Matrix WKB for a spin-split electron gas: the Berry and no-name terms

1. The problem and the premises

Ordinary WKB turns a one-band Hamiltonian into a rule: the phase-space area of a closed orbit equals 2πħ(N + ½). Spin-orbit coupling or band mixing makes the Hamiltonian a matrix, and each local eigenvalue then acts as a band with its own orbits. Using these eigenvalues directly in the area rule is wrong at the same order as the ½ itself. Littlejohn and Flynn (1991) showed that two terms must be added, which they called the Berry term and the no-name term. We derive both and apply them to the Landau levels of a Rashba gas in an InGaAs quantum well, where an exact solution shows what the method gets right and what it misses.

The premises are these.
P1. The Hamiltonian D̂ is a Hermitian matrix whose entries are operators built from x̂ and p̂, with [x̂, p̂] = iħ.
P2. Its Weyl symbol D(x,p), defined below, is smooth and is counted as order ħ⁰.
P3. The eigenvalue λ₀(x,p) of D that we follow is non-degenerate on and near the orbit.
P4. For a scalar operator with Weyl symbol λ(x,p) and a simple closed orbit around a minimum, the levels obey ∮p dx = 2πħ(N + ½) on the curve λ = E, with corrections to E of order ħ². This is the standard Bohr-Sommerfeld rule; Section 5 proves it for the circular orbits needed here.

Conventions: {f,g} = ∂ₓf ∂ₚg − ∂ₚf ∂ₓg; repeated matrix indices a, b are summed; † is the conjugate transpose; the electron charge is −e with e > 0. For several degrees of freedom the bracket is summed over canonical pairs and Sections 2 and 3 are unchanged.

2. Weyl symbols and their product

Write a phase-space function as a superposition of waves exp[i(ax + bp)] and replace each wave by the operator exp[i(ax̂ + bp̂)]. This is the Weyl rule, and the function is the symbol of the operator. Real symbols give Hermitian operators, and x, p, x², p² map to x̂, p̂, x̂², p̂² with no extra terms.

The product of two wave operators follows from exp(Â)exp(B̂) = exp(Â + B̂ + ½[Â,B̂]), valid when the commutator is a number. Here [Â,B̂] = −iħ(ab′ − ba′), so the product is the wave with summed arguments times exp[−iħ(ab′ − ba′)/2]. The Poisson bracket of the two classical waves is −(ab′ − ba′) times their product. Expanding the exponential and superposing waves gives the symbol of an operator product, the Moyal product:

f⋆g = fg + (iħ/2){f,g} − (ħ²/8)(fₓₓ gₚₚ − 2fₓₚ gₓₚ + fₚₚ gₓₓ) + …   (1)

For matrices (1) holds entry by entry with the order of factors kept: (D⋆τ)_a = D_ab τ_b + (iħ/2){D_ab, τ_b} + …

3. Decoupling one band

We look for a column of operators with symbol T = τ + ħτ₁ + … and a scalar operator with symbol λ = λ₀ + ħλ₁ + … such that

D⋆T = T⋆λ,   T†⋆T = 1.   (2)

If the scalar problem λ̂ψ = Eψ is solved, then D̂(T̂ψ) = T̂λ̂ψ = E(T̂ψ), and T̂ψ has the norm of ψ. The spectrum of λ̂ is therefore the part of the spectrum of D̂ that belongs to this band.

Order ħ⁰ of (2) reads Dτ = λ₀τ, τ†τ = 1, the local eigenvalue problem at each point (x,p).

Order ħ¹ of the first condition is Dτ₁ + (i/2){D,τ} = λ₀τ₁ + λ₁τ + (i/2){τ,λ₀}, that is

(D − λ₀)τ₁ = λ₁τ + (i/2){τ,λ₀} − (i/2){D,τ}.   (3)

Multiply from the left by τ†. The left side vanishes because τ†(D − λ₀) = 0, and so

λ₁ = (i/2) τ*_a{D_ab, τ_b} − (i/2) τ*_a{τ_a, λ₀}.   (4)

To remove the derivatives of D, take the bracket of τ*_a D_ab = λ₀τ*_b with τ_b and use the product rule on both sides:

τ*_a{D_ab, τ_b} + D_ab{τ*_a, τ_b} = λ₀{τ*_b, τ_b} + τ*_b{λ₀, τ_b}.

Since {λ₀,τ_b} = −{τ_b,λ₀}, this gives τ*_a{D_ab,τ_b} = −τ*_a{τ_a,λ₀} − (D_ab − λ₀δ_ab){τ*_a,τ_b}. Inserting it in (4) yields the central result:

λ = λ₀ + ħ(λ_B + λ_NN) + O(ħ²),
λ_B = −i τ*_a{τ_a, λ₀},
λ_NN = −(i/2)(D_ab − λ₀δ_ab){τ*_a, τ_b}.   (5)

Both terms are real. Differentiating τ†τ = 1 shows that τ†∂τ is imaginary, so λ_B is real. Complex conjugation of (D_ab − λ₀δ_ab){τ*_a,τ_b}, with D Hermitian and the bracket antisymmetric, returns minus the same sum, so that sum is imaginary and λ_NN is real. If the symbol has an explicit piece ħD₁, the same projection adds τ†D₁τ to λ₁.

The rest of (3) fixes τ₁. Projecting on another eigenvector τ′ with eigenvalue λ′ gives

τ′†τ₁ = (i/2)[τ′†{τ,λ₀} − τ′†{D,τ}] / (λ′ − λ₀),   (6)

which is why P3 is needed. The normalisation in (2) fixes the real part of τ†τ₁, and its imaginary part is a free phase. The expansion is useful when ħ|τ′†τ₁| ≪ 1.

4. What the two terms do

Gauge. The phase of τ is arbitrary. Under τ → e^(ig)τ with real g(x,p), every derivative gains a piece i(∂g)τ. In λ_NN that piece is annihilated by D − λ₀, so λ_NN is gauge invariant and is a true local energy. In λ_B the piece survives, λ_B → λ_B + {g,λ₀}.

Action condition. Along the orbit generated by λ₀, Hamilton's equations give df/dt = {f,λ₀} for any f, so λ_B = −iτ†dτ/dt. Let S₀(E) be the area of the region λ₀ < E. Adding ħλ₁ changes the area by −ħ∬δ(E − λ₀)λ₁ dx dp = −ħ∮λ₁dt, because dx dp = dλ₀ dt in coordinates that follow the orbits. P4 applied to λ then gives

S₀(E) = 2πħ(N + ½) − ħγ + ħ∮λ_NN dt,   γ = i∮τ†dτ.   (7)

The quantity γ is the Berry phase of τ around the orbit. It depends on the path and not on the speed. A gauge change with single-valued e^(ig) alters γ by a multiple of 2π and so shifts the label N of a given level by an integer. The count starts at N = 0 only in a gauge where τ is smooth everywhere inside the orbit, since only then is T an admissible symbol for the lowest states.

Magnetic field. Take electrons in the xy plane, B along +z, and kinetic momentum π̂ = p̂ + eA, so that [π̂ₓ, π̂ᵧ] = −iħeB. The pair X = πᵧ/(eB), P = πₓ obeys [X̂,P̂] = iħ and serves as (x,p). The guiding-centre coordinates commute with π̂ and only supply the degeneracy. The bracket becomes {f,g} = eB(∂ᵧf ∂ₓg − ∂ₓf ∂ᵧg), where in this paragraph ∂ₓ and ∂ᵧ act on πₓ and πᵧ. Then ħλ_NN = −mB with

m = −(ieħ/2)[∂ₓτ†(D − λ₀)∂ᵧτ − ∂ᵧτ†(D − λ₀)∂ₓτ].   (8)

The no-name term is linear in B and has the form of a Zeeman energy; m is the orbital magnetic moment of the band state, produced by interband velocity matrix elements.

5. The Rashba gas

The model for the lowest subband of an asymmetric well is

D = π²/2m* + w(σₓπᵧ − σᵧπₓ) + Δσ_z,   w = α/ħ,   Δ = gμ_B B/2,   (9)

with effective mass m*, Rashba coefficient α and effective g-factor g; a bare π in π² and wπ is the length of the kinetic momentum. The operator contains only linear terms and squares, so (9) is also its exact Weyl symbol. The velocity w is counted as order ħ⁰. We also keep Δ at order ħ⁰, by choice, so that the same algebra covers a gapped Dirac cone; Section 8 weighs what this choice is worth in InGaAs.

Let φ be the direction angle of (πₓ, πᵧ) and define the action I = (πₓ² + πᵧ²)/(2eB). The bracket of Section 4 in polar form is

{f,g} = ∂_φf ∂_I g − ∂_I f ∂_φ g,

so φ and I are an angle-action pair. With ℓ² = ħ/(eB), the operator â = ℓ(π̂ₓ − iπ̂ᵧ)/(√2 ħ) obeys [â,â†] = 1, and Î = ħ(â†â + ½) has eigenvalues ħ(N + ½). Two functions of I have zero bracket, so by (1) their Moyal product is the ordinary product up to ħ²; for instance I⋆I = I² − ħ²/4. The operator with symbol λ(I) therefore equals λ(Î) + O(ħ²), and its levels are λ(ħ(N + ½)). This is P4 for circular orbits, and it holds for either sign of dλ/dI.

Write D = ω_c I + d·σ with ω_c = eB/m*. The in-plane part of d has length wπ = w√(2eBI) and points along the angle χ = φ − 90°, and d_z = Δ. The local eigenvalues are

λ₀ = ω_c I + s|d|,   |d| = √(Δ² + 2eBw²I),   s = ±1.   (10)

With cosθ = Δ/|d|, the eigenvectors may be taken as

τ_s = (s u e^(−iχ), v),   u² = (1 + s cosθ)/2,   v² = 1 − u²,

with u, v ≥ 0 functions of I alone. The upper entry is spin up. At the centre I = 0 the angle χ is undefined. For s = −sgn Δ the amplitude u vanishes there and τ_s is smooth. For s = sgn Δ it equals 1 and τ_s is singular at that one point; the regular choice for this branch is e^(iχ)τ_s. We compute with τ_s for both branches and convert afterwards.

Berry term. Since λ₀ depends only on I, {τ,λ₀} = Ω_s ∂_φτ, with orbit frequency Ω_s = dλ₀/dI = ω_c + s|d|′ and |d|′ = d|d|/dI = eBw²/|d|. Only the upper entry depends on φ, so τ†∂_φτ = −iu², and

λ_B = −u²Ω_s = −½(1 + s cosθ)Ω_s,   γ = 2πu² = π(1 + s cosθ).   (11)

In (11) π is the number.

No-name term. For two bands D − λ₀ = −2s|d| τ′τ′†, where τ′ is the other eigenvector. Substitute τ′τ′† = 1 − ττ†. The ττ† part contributes (∂_φτ†τ)(τ†∂_Iτ) − (∂_Iτ†τ)(τ†∂_φτ), which vanishes because ∂τ†τ = −τ†∂τ makes the two products equal. What remains is {τ*_a,τ_a} = (iu)(u′) − (u′)(−iu) = i(u²)′. Hence λ_NN = −(i/2)(−2s|d|) i(u²)′ = −s|d|(u²)′. With (u²)′ = (s/2)(Δ/|d|)′ = −sΔ|d|′/(2|d|²),

λ_NN = ½ cosθ |d|′,   ħλ_NN = eħBw²Δ/(2|d|²).   (12)

It is the same for both branches, and it vanishes when the spin lies in the plane.

Sum. Expanding (11), λ_B = −½Ω_s − ½s cosθ ω_c − ½cosθ|d|′. The last piece cancels (12):

λ_B + λ_NN = −½Ω_s − ½ s ω_c cosθ.   (13)

The level is E = λ₀(ħ(N + ½)) + ħλ₁. The term −½ħΩ_s is the first-order Taylor shift of the argument of λ₀ by −ħ/2, so it removes the ½. With n = N in the gauge τ_s and 2eBw²nħ = 2nα²/ℓ²,

E(n,s) = nħω_c + s|d_n| − sΔħω_c/(2|d_n|) + O(ħ²),   |d_n| = √(Δ² + 2nα²/ℓ²).   (14)

We call the third term the tilt term. The range of n follows from the gauge that is regular at the centre, in which N = 0, 1, 2, … For s = −sgn Δ this is τ_s itself, so n = N ≥ 0. For s = sgn Δ it is e^(iχ)τ_s; the extra factor adds Ω_s to λ_B and −2π to γ, so (14) keeps its form with n = N + 1 ≥ 1. At n = 0 there is thus a single level, and (14) gives it as ħω_c/2 − Δ.

6. Dirac cones

Drop the parabolic term (ω_c = 0) and rename w as v_F. Equation (9) becomes a Dirac cone with gap 2|Δ|, and (14) reduces to

E = ±√(Δ² + 2eħBv_F²n),   and for Δ = 0,   E = ±v_F√(2eħBn).   (15)

The two cases work differently. For the massless cone θ = 90°, λ_NN = 0 on every orbit, and the Berry phase π alone removes the ½. For the gapped cone γ = π(1 + s cosθ) differs from π, and the no-name term cancels that difference. At the band edge |d| = |Δ|, and (12) gives |m| = eħv_F²/(2|Δ|), a Bohr magneton with the electron mass replaced by the band-edge mass |Δ|/v_F².

7. The exact levels and the size of the next order

The upper off-diagonal entry of (9) is w(π̂ᵧ + iπ̂ₓ) = i√2(α/ℓ)â. It couples |n−1,↑⟩, with diagonal energy ħω_c(n − ½) + Δ, only to |n,↓⟩, with ħω_c(n + ½) − Δ, through an element of size √(2n)α/ℓ. Diagonalising this 2×2 block gives the levels associated with Bychkov and Rashba (1984):

E(n,±) = nħω_c ± √(δ² + 2nα²/ℓ²),   δ = ħω_c/2 − Δ,   n ≥ 1,   (16)

and the uncoupled state |0,↓⟩ gives a single level E₀ = δ. The radicand equals |d_n|² − Δħω_c + (ħω_c)²/4. Expanding the root in ħω_c reproduces (14) at first order, and the next term is

E₂ = s(ħω_c)² sin²θ/(8|d_n|).   (17)

For ω_c = 0 nothing is left over, so (15) is exact for n ≥ 1. At n = 0 and Δ ≠ 0 only the branch s = −sgn Δ is present, as Section 5 showed, so (15) gives the single level −Δ and (14) gives ħω_c/2 − Δ = δ, both exact. For Δ = 0 the bands touch at the centre and P3 fails there; the single level is then obtained as the limit Δ → 0 from either side.

The origin of (17) is visible in (6). Take Δ = 0, so that ∂_Iτ = 0 and ∂_I D is diagonal in the basis τ, τ′. Then τ′†{τ,λ₀} = (ω_c + s|d|′)τ′†∂_φτ and τ′†{D,τ} = −(ω_c − s|d|′)τ′†∂_φτ. Their difference is 2ω_c τ′†∂_φτ, with |τ′†∂_φτ| = uv = ½, and |λ′ − λ₀| = 2|d|. Therefore

ħ|τ′†τ₁| = ħω_c/(4|d|).   (18)

The spin must follow an effective field that turns at the cyclotron frequency, and it does so only if its precession frequency 2|d|/ħ is much larger. The squared amplitude (18) times the gap 2|d| is (17) at θ = 90°.

8. Range of validity

(a) Adiabatic spin: ħω_c ≪ 2|d| ≈ 2αk, where k = √(2n)/ℓ is the orbit wave number. The error of (14) in units of the level spacing is about ħω_c/(8|d|). In stronger fields the two branches cannot be decoupled and (16), or a treatment that carries the spin precession along a common orbit, is needed.
(b) Large quantum number, n ≫ 1, so that the orbit stays away from the near-degeneracy at k = 0.
(c) The tilt term is meaningful only if it exceeds (17). The ratio of (17) to the tilt term is sin²θ ħω_c/(4|Δ|) = sin²θ m₀/(|g|m*), with m₀ the free-electron mass. For nearly in-plane spins it does not depend on the field. When Δ is a plain Zeeman energy it is itself of order ħω_c, and the tilt term then belongs with the second order. It is a true first-order term when Δ is a large field-independent gap.
(d) Single-particle, clean, isotropic model. Nonparabolicity is easy to include: replace ω_c I by any smooth ε(I), and (10) to (14) hold with ω_c = dε/dI. Anisotropic orbits require (7) in place of (14).

9. Numerical illustration: InGaAs well at 0.5 T

The inputs are typical approximate values for a gated In₀.₅₃Ga₀.₄₇As well, chosen to give the usual zero-field spin splitting of a few meV: m* = 0.05 m₀ (a Fermi-level mass, above the band-edge value of about 0.041 m₀), α = 7 meV nm (0.07 eV Å), g = −4. All results are the model's. At B = 0.5 T:

ℓ = 36.28 nm, ħω_c = 1.158 meV, Δ = −0.0579 meV, α²/ℓ² = 0.0372 meV², w = 1.06×10⁴ m/s.

Choose n = 80. Then k = 0.349 nm⁻¹, which corresponds to a sheet density k²/2π of about 1.9×10¹² cm⁻². Further nħω_c = 92.61 meV, αk = 2.440 meV, |d_n| = 2.441 meV and cosθ = −0.0237, so the spin lies almost in the plane. The level spacings ħΩ_s = ħω_c + sα²/(ℓ²|d_n|) are 1.173 meV (s = +) and 1.142 meV (s = −), and the Berry phases in the gauge of (11) are 0.976π and 1.024π.

Energies in meV from the subband edge, with both branches in the gauge of (11), where N = n:

quantity | s = + | s = −
λ₀ at I = 80.5ħ | 95.64 | 90.74
Berry term ħλ_B | −0.57 | −0.58
no-name term ħλ_NN | −0.0002 | −0.0002
first-order level (14) | 95.07 | 90.16
exact level (16) | 95.14 | 90.09

The uncorrected rule puts the upper level at 95.64 meV, between the exact levels 95.14 meV (n = 80) and 96.31 meV (n = 81), 0.51 meV from the nearer one. That is close to half a spacing, so an oscillation phase computed from it would be nearly inverted. The Berry term repairs this. The remaining error is 0.067 meV in magnitude, 6 per cent of ħω_c, and (17) estimates it as 0.069 meV. The mixing amplitude (18) is 0.12.

The smaller terms lie below that error. The tilt term is ±0.014 meV, a factor of 5.0 below (17), as (c) predicts from m₀/(|g|m*). The no-name term is −0.18 μeV, an orbital moment of 0.006 μ_B. In this gas the Berry phase carries the whole usable correction; the no-name term matters in gapped cones, where cosθ is of order one.

Effects outside the model also compete with these small terms. A linear Dresselhaus coefficient β of typical order 1 meV nm makes |d| = k√(α² + β² + 2αβ sin2φ). For β < α the spin still winds once in the same sense, so γ stays near π, and the orbit average of |d| rises by αk β²/(4α²) = 0.012 meV, as large as the tilt term. An assumed quantum lifetime of 1 ps broadens each level by ħ/2τ = 0.33 meV, and k_BT at 1.5 K is 0.13 meV; both exceed the 0.067 meV error but are below ħω_c. Nonparabolicity is of relative size E/E_g ≈ 0.12 for a typical gap of 0.8 eV, so the absolute energies in the table are uncertain by about that fraction, while the removal of the ½ is unaffected.

The limits of Section 8 can be seen directly. At fixed k the condition ħω_c = 2αk is reached at B = 2.1 T, beyond which (14) should not be used. At 0.5 T but n = 1, (14) gives a half-splitting of 0.40 meV where (16), with δ = 0.637 meV, gives 0.69 meV. At n = 80 the model's splitting between the two branches is 4.91 meV from (14) and 5.04 meV exactly, against the zero-field value 2αk = 4.88 meV, which is of typical size for such wells because α was chosen to make it so.